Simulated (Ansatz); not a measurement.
## TePb2S: energy above lowest point against volume scale

All results are calculated (Ansatz 0.2.0). Free energy against uniform scaling of the volume at fixed shape and fractions; periodic cell, basis, potentials, k mesh and filling as listed.

The cell before it is scaled or strained (space group R-3m, No. 166):
```
cell vectors (Å)
   2.2220     1.2829     7.2599
  -2.2220     1.2829     7.2599
   0.0000    -2.5657     7.2599
atoms (fractions of the cell vectors)
Te  0.50000  0.50000  0.50000
Pb  0.74171  0.74171  0.74171
Pb  0.25829  0.25829  0.25829
S   0.00000  0.00000  0.00000
```

Settings of every row: functional PBEsol; dispersion none; potentials PAW; wave cutoff 571.44 eV; density cutoff 2285.8 eV; k mesh 6x6x6; k shift 0x0x0; occupations fixed; smearing width 0 eV; spin none.

Limits: coarse k mesh, up to 40 meV an atom off; no spin-orbit coupling, which can matter with elements this heavy; the cell comes from a prototype or a list of computed structures and needn't be the stable phase.

```
row  volume scale  V (Å³/atom)  energy above lowest point (meV/atom)
  1          0.88       27.317                                     ?
  2          0.92       28.558                                   2.1
  3          0.96         29.8                                     0
  4             1       31.042                                  13.5
  5          1.04       32.284                                  39.4
  6          1.08       33.525                                  75.1
  7          1.12       34.767                                 118.5
```

Question: what energy above lowest point should row 1 give?

Worked fit of energy above lowest point. Take u = (V_r/V)^(2/3) − 1 with V_r = 31.663 Å³ an atom, which is twice the finite (Eulerian) strain; such expansions in the strain, on which the Birch-Murnaghan equation of state is built, carry the rest volume and the bulk modulus. The shown rows have u = 0.07123, 0.04126, 0.01329, -0.01287, -0.03738, -0.06044. Least squares give energy above lowest point = 25.08 − 994.55 × u + 9263.3 × u² + 2386 × u³ meV/atom; a parabola predicts inner rows, each left out in turn, worse (root mean square 0.22 against 0.032 meV/atom). All shown rows lie on it to the printed digit. Its lowest point lies at u = 0.0526, or V = 29.32 Å³ an atom, and the curvature there gives the bulk modulus at fixed shape and fractions, B = (4/9)(1 + u)² E″(u)/V = 51.9 GPa. Letting shape and atoms relax would as a rule lower it, by much in layered, chain or molecular crystals. The withheld row has u = 0.10343, so the fit gives 25.08 − 994.55 × (0.10343) + 9263.3 × (0.10343)² + 2386 × (0.10343)³ = 24.0 meV/atom.

The calculation gave 23.9 meV/atom. The fit lies 0.1 meV/atom (0.084 % of the column's range) above it, one unit of the last digit. This row lies beyond the range of the fit.
